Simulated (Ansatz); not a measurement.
## Ligand exchange: C2H6Si + C4H9N → C2H7NSi + C4H8

Species: C2H6Si (vinylsilane) `C=C[SiH3]`, singlet; C4H9N (cyclobutylamine) `NC1CCC1`, singlet; C2H7NSi `C=C[SiH2]N`, singlet; C4H8 `C1CCC1`, singlet. The partners trade H for NH2: Si–H and C–NH2 bonds give way to Si–NH2 and C–H.

Shapes, held fixed at every level: PBE0-D4/def2-TZVP. Flexible molecules stand in one conformer, not always the lowest. Programs: Ansatz 0.2.0. The zero-point and thermal change to 298 K, harmonic and unscaled (PBE0-D4/def2-TZVP), is +4.0 kJ/mol.

| level | kind | ΔH(298 K) (kJ/mol) | less CCSD(T)/CBS estimate |
| --- | --- | --- | --- |
| HF/def2-SVP | Hartree–Fock | -92.7 | +12.2 |
| r2SCAN-D4/def2-TZVPP | meta-GGA | -105.0 | -0.1 |
| r2SCAN0-D4/def2-TZVPP | global hybrid | -106.4 | -1.5 |
| B2PLYP/def2-TZVPP | double hybrid | -106.0 | -1.1 |
| MP2/def2-TZVPP | perturbation theory | -107.3 | -2.4 |
| CCSD(T)/def2-TZVPP | coupled cluster or CI | -101.9 | +3.0 |
| CCSD/def2-TZVPP | coupled cluster or CI | -103.2 | +1.7 |
| CCSD(T)/CBS estimate | coupled cluster or CI | -104.9 | 0.0 |

The highest level, CCSD(T)/CBS estimate, gives ΔH(298 K) = -104.9 kJ/mol; the levels span -107.3 to -92.7. The column of differences is taken from that level and isn't an error. No measured value is set beside it here. The CBS estimate extrapolates MP2 from def2-TZVPP and def2-QZVPP and adds CCSD(T) − MP2 in the triple-zeta set, cores frozen.

Exchanging H for NH2 is strongly exothermic at every level, with -104.9 kJ/mol at the highest. The driving force is silicon's low electronegativity: the Si–N bond gains much more from polarity than the C–N bond it replaces, probably helped by donation from the nitrogen lone pair into σ* orbitals on silicon. Trading a Si–H bond for a stronger C–H bond works in the same direction. The four-membered ring and the vinyl group survive on both sides, so ring strain and π bonding should largely cancel.

Hartree–Fock already recovers most of the exothermicity, which suggests that bond polarity rather than correlation dominates, although its smaller basis clouds the comparison. In the common triple-zeta basis, MP2 overshoots CCSD(T), while extending the basis makes the reaction more exothermic. MP2's modest deviation of -2.4 kJ/mol from the best estimate therefore reflects partial cancellation of errors. The energies establish a thermochemical preference for nitrogen on silicon in this pair, but say nothing about the barrier to exchange.
